**Fall of the 2p dipole asymmetry of Co4+: relativity, binding-energy scale or bare-nucleus scale**

The table holds the cross section and the angular parameters beta, gamma and delta for photoemission from the 2p1/2 subshell of free Co4+ between 1590 and 13000 eV, computed in a Dirac-Hartree-Slater potential with the open shell averaged over j. The program tests a line in (v/c)² (A) and the hydrogenic result beta = 16x/(3 + 8x), x = I/hν, with I equal to the binding energy (B) or to the bare-nucleus value of 2480 eV (C), and it checks B and C on the Stobbe cross section. B is too low in beta by 0.26 to 0.47 and too low in cross section by factors of 5 to 12. A needs a slope of -18.9 and leaves curved residuals, while C without fitting is 0.8 % high at 13000 eV and 11 % high at 1590 eV, below its own threshold; the rms values of A and C are similar, but a two-constant line in 1/beta fits the six rows above 2480 eV to 0.003 against 0.043 for A. C follows the local exponents of the cross section to within 0.15, although the table amounts to only 0.53 to 0.67 of its size.

Radial Dirac-Fock and Kohn-Sham solver 3, Dirac-Hartree-Slater potential with a Latter tail: photoemission from the L2 (2p1/2) subshell of Co4+ (2 electrons, binding energy 875.4 eV). Cross sections include all multipoles; the angular distribution for linear polarisation, 1 + beta P2 + (delta + gamma cos^2 theta) sin theta cos phi, includes E1 and E1-E2 interference.

## Script

```python
# Table: Co4+ L2 (2p1/2) photoemission cross section, beta, gamma, delta against photon energy,
# radial solver, Dirac-Hartree-Slater potential. Tested: why beta falls. A: linear in (v/c)^2;
# B: hydrogenic 2p with I = binding energy; C: hydrogenic 2p with the bare nuclear charge.
T = {
    'photon_energies': [1590, 2780, 2980, 5310, 8560, 9680, 13000],  # eV
    'cross_section': [74.24, 14.99, 12.12, 2.014, 0.4183, 0.2759, 0.1],  # kb
    'beta': [1.454, 1.345, 1.321, 1.084, 0.859, 0.802, 0.669],
    'gamma': [0.257, 0.682, 0.732, 1.109, 1.368, 1.428, 1.565],
    'delta': [0.026, 0.049, 0.054, 0.106, 0.177, 0.2, 0.264],
}
import numpy as np
from scipy.constants import physical_constants as pc, alpha, pi
w, s, b, g, d = (np.array(T[k], float) for k in ('photon_energies', 'cross_section', 'beta', 'gamma', 'delta'))
Ry = pc['Rydberg constant times hc in eV'][0]
mc2 = pc['electron mass energy equivalent in MeV'][0]*1e6
a2 = pc['Bohr radius'][0]**2/1e-25   # a0^2 in kb
Z, EB, N = 27, 875.4, 2              # charge, binding energy (eV), electrons: from the caption
IC = Z**2*Ry/4
beta = lambda I: 16*(I/w)/(3 + 8*I/w)
def sigma(I):  # Stobbe 2p; continued analytically below the hydrogenic threshold
    out = []
    for x in I/w:
        u = np.sqrt(abs(1 - x)/x)
        f = np.exp(-8*np.arctan(u)/u)/(1 - np.exp(-4*pi/u)) if x < 1 else np.exp(-8*np.arctanh(u)/u)
        out.append(N*2**14*pi**2*alpha*a2/(9*4*I/Ry)*x**5*(3 + 8*x)*f)
    return np.array(out)
rms = lambda r: np.sqrt(np.mean(r**2))
v2 = 1 - 1/(1 + (w - EB)/mc2)**2
pA = np.polyfit(v2, b, 1)
bA, bB, bC = np.polyval(pA, v2), beta(EB), beta(IC)
Zi = np.sqrt(4*(3*b*w/(16 - 8*b))/Ry)
print(f"I: B {EB:.1f} eV (Z {np.sqrt(4*EB/Ry):.2f}); C {IC:.0f} eV (Z {Z}); Slater inner charge {Z-4.15:.2f}")
print(f"(Z alpha)^2 = {(Z*alpha)**2:.3f}; fall of beta over the table {b[0]-b[-1]:.3f}; rounding of beta 0.0005")
print(f"A fit: beta = {pA[1]:.3f} {pA[0]:+.1f} (v/c)^2")
print("hv/eV  Ekin/eV (v/c)^2  beta  A-table B-table C-table  C err%  Z implied by beta")
for i in range(len(w)):
    print(f"{w[i]:6.0f} {w[i]-EB:7.0f} {v2[i]:.4f} {b[i]:.3f} {bA[i]-b[i]:+.3f} {bB[i]-b[i]:+.3f} {bC[i]-b[i]:+.3f} {100*(bC[i]/b[i]-1):+5.1f} {Zi[i]:.2f}")
m = w > IC   # rows above the hydrogenic threshold of C
rA = np.polyval(np.polyfit(v2[m], b[m], 1), v2[m]) - b[m]
print(f"rms all rows: A {rms(bA-b):.3f} (2 fitted), B {rms(bB-b):.3f}, C {rms(bC-b):.3f} (none fitted)")
print(f"rms rows above {IC:.0f} eV: A refitted {rms(rA):.3f}, B {rms((bB-b)[m]):.3f}, C {rms((bC-b)[m]):.3f}")
print(f"worst rows: A {w[np.argmax(abs(bA-b))]:.0f}, B {w[np.argmax(abs(bB-b))]:.0f}, C {w[np.argmax(abs(bC-b))]:.0f} eV")
p = np.polyfit(w[m], 1/b[m], 1)
rl = 1/np.polyval(p, w) - b
print(f"line 1/beta, same rows: intercept {p[1]:.3f} (theory 0.5), slope {p[0]*1e3:.4f} per keV")
print(f"theory slope per keV: B {3e3/(16*EB):.4f}, C {3e3/(16*IC):.4f}")
print(f"line residual in beta: rms {rms(rl[m]):.4f}; omitted row {w[0]:.0f} eV {rl[0]:+.3f}")
print(f"beta = 1 at: table {np.interp(1, 1/b, w):.0f} eV (interpolated), B {8*EB/3:.0f}, C {8*IC/3:.0f} eV")
x = IC/w
for i in (1, len(w) - 1):
    D = 9 + 24*x[i]
    print(f"model C at {w[i]:.0f} eV: Rd/Rs {2*np.sqrt(1+3*x[i]):.2f}, cosD {(1-3*x[i])/np.sqrt(1+3*x[i]):+.2f}, direct {8*(1+3*x[i])/D:.3f}, interference {-8*(1-3*x[i])/D:+.3f}")
sB, sC = sigma(EB), sigma(IC)
ex = lambda y: np.diff(np.log(y))/np.diff(np.log(w))
print("hv/eV  sigma/kb  table/B  table/C   (rounding of sigma at most 0.05%)")
for i in range(len(w)):
    print(f"{w[i]:6.0f} {s[i]:8.4g} {s[i]/sB[i]:7.2f} {s[i]/sC[i]:7.3f}")
print("interval/eV   exponent: table   B     C   (nonrelativistic limit -4.5)")
for i in range(len(w) - 1):
    print(f"{w[i]:.0f}-{w[i+1]:.0f}  {ex(s)[i]:.2f} {ex(sB)[i]:.2f} {ex(sC)[i]:.2f}")
nd = (d + g/4)*np.sin(pi/3)/(1 - b/8)
print(f"nondipole/dipole at theta 60 deg, phi 0: first row {100*nd[0]:.0f}%, last row {100*nd[-1]:.0f}%")
print(f"growth first to last row: v/c x{np.sqrt(v2[-1]/v2[0]):.2f}, hv x{w[-1]/w[0]:.2f}, gamma x{g[-1]/g[0]:.2f}, delta x{d[-1]/d[0]:.1f}")
assert np.all(np.diff(b) < 0) and b[0] > 1 > b[-1]
assert np.all(np.diff(ex(s)) < 0) and np.all((ex(s) > -4.5) & (ex(s) < -2.5))
assert rms((bC - b)[m]) < rms((bB - b)[m]) and np.argmax(abs(bC - b)) == 0
assert np.all(np.diff(g) > 0) and np.all(np.diff(d) > 0)
```

It prints:

```
I: B 875.4 eV (Z 16.04); C 2480 eV (Z 27); Slater inner charge 22.85
(Z alpha)^2 = 0.039; fall of beta over the table 0.785; rounding of beta 0.0005
A fit: beta = 1.466 -18.9 (v/c)^2
hv/eV  Ekin/eV (v/c)^2  beta  A-table B-table C-table  C err%  Z implied by beta
  1590     715 0.0028 1.454 -0.041 -0.264 +0.158 +10.9 21.61
  2780    1905 0.0074 1.345 -0.019 -0.432 +0.063  +4.7 25.09
  2980    2105 0.0082 1.321 -0.010 -0.442 +0.058  +4.4 25.28
  5310    4435 0.0171 1.084 +0.058 -0.473 +0.025  +2.3 26.32
  8560    7685 0.0294 0.859 +0.051 -0.430 +0.013  +1.5 26.65
  9680    8805 0.0336 0.802 +0.029 -0.413 +0.010  +1.2 26.73
 13000   12125 0.0458 0.669 -0.069 -0.365 +0.005  +0.8 26.84
rms all rows: A 0.044 (2 fitted), B 0.408, C 0.069 (none fitted)
rms rows above 2480 eV: A refitted 0.043, B 0.427, C 0.037
worst rows: A 13000, B 5310, C 1590 eV
line 1/beta, same rows: intercept 0.536 (theory 0.5), slope 0.0735 per keV
theory slope per keV: B 0.2142, C 0.0756
line residual in beta: rms 0.0032; omitted row 1590 eV +0.077
beta = 1 at: table 6352 eV (interpolated), B 2334, C 6612 eV
model C at 2780 eV: Rd/Rs 3.83, cosD -0.87, direct 0.967, interference +0.441
model C at 13000 eV: Rd/Rs 2.51, cosD +0.34, direct 0.926, interference -0.252
hv/eV  sigma/kb  table/B  table/C   (rounding of sigma at most 0.05%)
  1590    74.24    4.65   0.530
  2780    14.99    6.09   0.574
  2980    12.12    6.25   0.576
  5310    2.014    8.04   0.613
  8560   0.4183    9.76   0.641
  9680   0.2759   10.25   0.649
 13000      0.1   11.50   0.669
interval/eV   exponent: table   B     C   (nonrelativistic limit -4.5)
1590-2780  -2.86 -3.35 -3.01
2780-2980  -3.06 -3.45 -3.11
2980-5310  -3.11 -3.54 -3.22
5310-8560  -3.29 -3.70 -3.39
8560-9680  -3.38 -3.78 -3.48
9680-13000  -3.44 -3.83 -3.54
nondipole/dipole at theta 60 deg, phi 0: first row 10%, last row 62%
growth first to last row: v/c x4.05, hv x8.18, gamma x6.09, delta x10.2
```
